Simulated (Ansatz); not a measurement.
Si (I4/mmm), a film clamped to a substrate

These are results of DFT r2SCAN, scalar-relativistic, plane waves, PAW in Ansatz, not measurements. Cutoff 500 eV, Γ-centred 10×10×10 k-points, Gaussian smearing of 0.03 eV. No spin polarisation. Energies are free energies at this smearing, counted from the undisturbed cell; pressure is positive in compression.

The starting cell (as given, not relaxed at this level; it stands at 0.1 GPa; this form isn't the usual structure):

```
Si
1.0
    -3.32544    3.32544    1.92239
     3.32544   -3.32544    1.92239
     3.32544    3.32544   -1.92239
Si
4
Direct
  0.17880 0.17880 0.35760
  0.82120 0.82120 0.64240
  0.17880 0.82120 0.00000
  0.82120 0.17880 0.00000
```

The cell (4 atoms, V0 = 85.04 Å³) is strained by p along both x and y and by q along z, fractional coordinates fixed. τp = (1/V0) ∂E/∂p = (σxx + σyy)(1 + p)(1 + q) and τq = (1/V0) ∂E/∂q = σzz(1 + p)², with tension positive.

| p | q | ΔE (meV/atom) | τp (GPa) | τq (GPa) |
| --- | --- | --- | --- | --- |
| 0.000 | 0.000 | 0.00 | -0.22 | -0.05 |
| -0.040 | 0.000 | 57.16 | -22.46 | -2.64 |
| 0.040 | 0.000 | 43.64 | 15.74 | 1.96 |
| 0.000 | -0.040 | 26.20 | -2.87 | -10.27 |
| 0.000 | 0.040 | 21.37 | 1.73 | 7.73 |

Get the second derivatives of the energy density.

Central differences give A = ∂τp/∂p = 478 GPa (C11 + C22 + 2 C12), C = ∂τq/∂q = 225 GPa (C33) and the cross term B = ∂τq/∂p = 57 GPa (C13 + C23); ∂τp/∂q = 57 GPa must equal B, and any difference shows higher-order terms. Steps this large leave an error of some per cent of A or C in all of these, which can swamp a small B. The ions are clamped.

A film of this crystal grows with z along the normal on a substrate that imposes p. How does its thickness respond, and what does the misfit cost?

Count p and q from the stress-free cell. A free surface needs τq = 0, so q = −(B/C) p = -0.26 p. The energy density left is (A − B²/C) p²/2 = M p², with the biaxial modulus M = 231 GPa; a misfit of 1 % costs 3.07 meV/atom, against 3.17 meV/atom if the thickness were held.

At p = 0.080 the energies along q are 219.2 (q = -0.080), 162.4 (q = -0.040), 158.5 (q = 0.000), 195.4 (q = 0.040), 262.6 (q = 0.080) meV/atom.

Does the linear rule hold at this misfit?

A parabola through the lowest point and its neighbours has its minimum at q = -0.016, 155.2 meV/atom. With the stress left in the starting cell, τp0 and τq0, linear elasticity gives q = −(τq0 + Bp)/C = -0.020 and E = V0(τp0 p + τq0 q + Ap²/2 + Bpq + Cq²/2)/N = 194.4 meV/atom. The energies differ by more than a tenth, so the quadratic law fails here: the gap holds the anharmonic part, with some error from the wide steps. Cubic terms also shift the vertex of so wide a parabola.

Forces appear on the atoms along this scan, and letting them relax would lower the energy and soften the response. The gap closes along the scan, which can put kinks into the curve.

Cost: 25 runs of about 4.4 core-minutes in all, on Intel Xeon Platinum 8488C (Sapphire Rapids) (shared hosts).

The film resists in-plane strain strongly but couples it only weakly to its thickness, so letting the thickness adjust lowers the cost of a 1 % misfit only from 3.17 to 3.07 meV/atom. The bonding geometry accounts for this. Each atom has two bonds in a flat four-membered ring normal to z and two inclined bonds linking rings at different heights. In-plane strain stretches the ring bonds directly, while strain along z stretches only the inclined ones. Those links alone would favour a larger thickness response, but the stiffness of the covalent bond angles probably opposes it, since thinning a laterally stretched film distorts the angles further.

Along both axes compression costs more than equal extension, as expected when short-range repulsion steepens and stretched bonds weaken. The same asymmetry explains why the quadratic law overestimates the energy at large tensile misfit; for compressive misfit it would probably underestimate it. None of this shows that a substrate could stabilise this form against diamond-structure silicon.
